Cubic SrTiO₃ (Pm-3m), relaxed at each pressure with its symmetry kept, using Ansatz 0.2.0 and scalar-relativistic plane-wave PAW, PBE+U (effective U 4 eV on Ti d), no spin polarisation. The cutoff is 420 eV, the k mesh 8×8×8 and the Gaussian smearing 0.02 eV. Changes are relative to the cell relaxed at zero pressure (a = 3.947 Å); band gaps are indirect, taken on the k mesh.

| applied pressure (GPa) | volume change (%) | a change (%) | energy change (meV/atom) | band gap (eV) |
| --- | --- | --- | --- | --- |
| -3 | 1.91 | 0.63 | 2.3 | 2.252 |
| 3 | -1.70 | -0.57 | 1.9 | 2.340 |
| 8 | -4.23 | -1.43 | 12.5 | 2.401 |
| 15 | -7.28 | -2.49 | 39.2 | 2.476 |
| 30 | -12.47 | -4.34 | 127.4 | 2.601 |
| 60 | -19.82 | -7.10 | 375.0 | 2.768 |

The band gap of cubic SrTiO₃ widens at every step of compression, but each further gigapascal buys less. Between −3 and 3 GPa the gap grows by about 15 meV per GPa; between 30 and 60 GPa it grows by less than 6. The crystal remains the same kind of insulator throughout, with the top of its valence band at the corner R of the Brillouin zone and the bottom of its conduction band at the centre Γ. The bend therefore doesn't come from a band edge jumping to another point of the zone.

What the band edges are made of suggests why the gap widens at all. By the well-known electronic structure of this oxide, the highest filled states are oxygen 2p and the lowest empty ones are titanium 3d. An electron on titanium sits among negative oxygen ions, which raise its energy; an electron on oxygen has positive ions as its nearest neighbours, which lower it. Pushing the ions together strengthens both effects and draws the two levels apart. This is an argument from electrostatics and remains untested here, because the calculation doesn't print the potentials at the atoms.

The argument makes a widening plausible but can't give its size. Point ions with their full formal charges would widen the gap roughly ten times too much, so most of the effect is cancelled, and only the full calculation settles the sign of what is left. In the real crystal Ti and O share electrons, the remaining charges are screened, and the bands change shape as the atoms approach. The last of these leaves a trace in the results: from −3 to 60 GPa the smallest direct gap, between states of equal wave vector, grows by only 0.31 eV, against 0.52 eV for the indirect gap in the table. If the titanium levels simply moved up as a block against the oxygen levels, both gaps would grow equally.

What the electrons respond to is the distance between the atoms, and pressure acts only by changing it. The slope of the gap with pressure is thus a product of two factors:

gap gained per GPa = (gap gained per % of volume lost) × (% of volume lost per GPa)

The first factor belongs to the electrons, the second to the stiffness of the crystal. From the first interval to the last, the first factor hardly changes, falling by about 7 %. The second falls by a factor of 2.5 and so accounts for nearly all of the bend. The exact shares depend on measuring compression by volume. Measured by the cell edge, the second factor still has the larger share, but a smaller one than here.

The row at 60 GPa shows how far this carries. Between −3 and 3 GPa the crystal loses 1.91 + 1.70 = 3.61 % of its volume and the gap rises by 0.088 eV, which makes 0.0244 eV per per cent. At 60 GPa the volume lost is 19.82 %, so the gap should rise by 0.0244 × 19.82 ≈ 0.48 eV above its zero-pressure value of 2.30 eV, to 2.78 eV. The full calculation gives 2.77 eV, although this row played no part in setting the slope. The estimate does need the computed volume; a straight line in pressure with the same starting slope would give 3.18 eV.

The straight line in volume is a good description over this range, not a law. At 60 GPa it already lies slightly too high, by about 3 % of the rise. A line in 1/a, where a is the cell edge, would suit pure electrostatics better, yet it overshoots by 0.09 eV there. The printed analysis after this text compares the three lines row by row.

The crystal stiffens because the electron clouds of neighbouring ions repel each other ever more steeply as they overlap. Its bulk modulus, the resistance to a relative change of the current volume, doubles from the first interval to the last. The rest of the factor of 2.5 arises because the percentages are counted on the zero-pressure volume, of which less and less is left to compress. The energy change confirms this in another way. If pressure rose in proportion to the volume lost, the stored energy would be half the pressure times that volume, or 456 meV per atom at 60 GPa. The computed 375 meV is lower, as it must be when most of the pressure builds up late in the compression.

The row at −3 GPa looks out of order, because its energy change is positive like that at 3 GPa while its gap is lower. Zero pressure is the minimum of the energy, so a small stretch and a small squeeze both cost energy, about 2 meV per atom each. The gap has no minimum there: it falls on stretching and rises on squeezing.

Two limits matter when these gaps are put to use. With the U used here, PBE+U gives a gap for this oxide that is too small, and another U would give another gap, so the values shouldn't be taken as they stand. The changes are expected to depend less on U, but only one U was run. The calculation also holds the crystal cubic. Real SrTiO₃ tilts its oxygen octahedra slightly at low temperature even without pressure, and pressure favours the tilting. Stretching is expected to favour another distortion instead, a shift of the titanium ions off centre. The rows thus describe a constrained crystal, and a distorted one may have a different gap.

Output of the analysis:

```
Predicted less computed gap in meV, slope from -3 and 3 GPa:
  row  linear in volume  linear in 1/a  linear in pressure
   -3           -0.5596        0.06334                   2
    3           -0.5596        0.06334                   2
    8            0.1136          3.448               14.33
   15           -0.5374          9.368                  42
   30            0.9778          29.89                 137
   60             13.15          90.78                 410
From the row above to this row:
  row  gap meV per GPa  volume lost % per GPa  gap meV per % volume  bulk modulus GPa
    3            14.67                 0.6017                 24.38             166.4
    8             12.2                  0.506                 24.11             191.8
   15            10.71                 0.4357                 24.59             216.3
   30            8.333                  0.346                 24.08             260.4
   60            5.567                  0.245                 22.72               342
Energy and direct gap:
  row  energy change meV/atom  half P times volume lost meV/atom  direct gap eV  direct less indirect eV
   -3                     2.3                              2.199          2.688                    0.436
    3                     1.9                              1.958          2.758                    0.418
    8                    12.5                              12.99          2.804                    0.403
   15                    39.2                              41.92          2.857                    0.381
   30                   127.4                              143.6          2.932                    0.331
   60                     375                              456.5          2.995                    0.227
Factor by which the gap slope per GPa falls, first to last interval: 2.635
Part of that factor from volume lost per GPa: 2.456
Part of that factor from gap per volume lost: 1.073
Factor by which the bulk modulus rises, first to last interval: 2.056
Gap rise from zero pressure to 60 GPa, eV: 0.47
Gap at 60 GPa predicted linear in volume, eV: 2.781
Gap at 60 GPa predicted linear in pressure, eV: 3.178
Miss of the volume line at 60 GPa, % of the rise: 2.797
Energy change at 60 GPa over half P times volume lost: 0.8215
Indirect gap rise from -3 to 60 GPa, eV: 0.516
Direct gap rise from -3 to 60 GPa, eV: 0.307
Bare point-ion rise over computed gap rise, 0 to 60 GPa, order of magnitude: 11.22
```
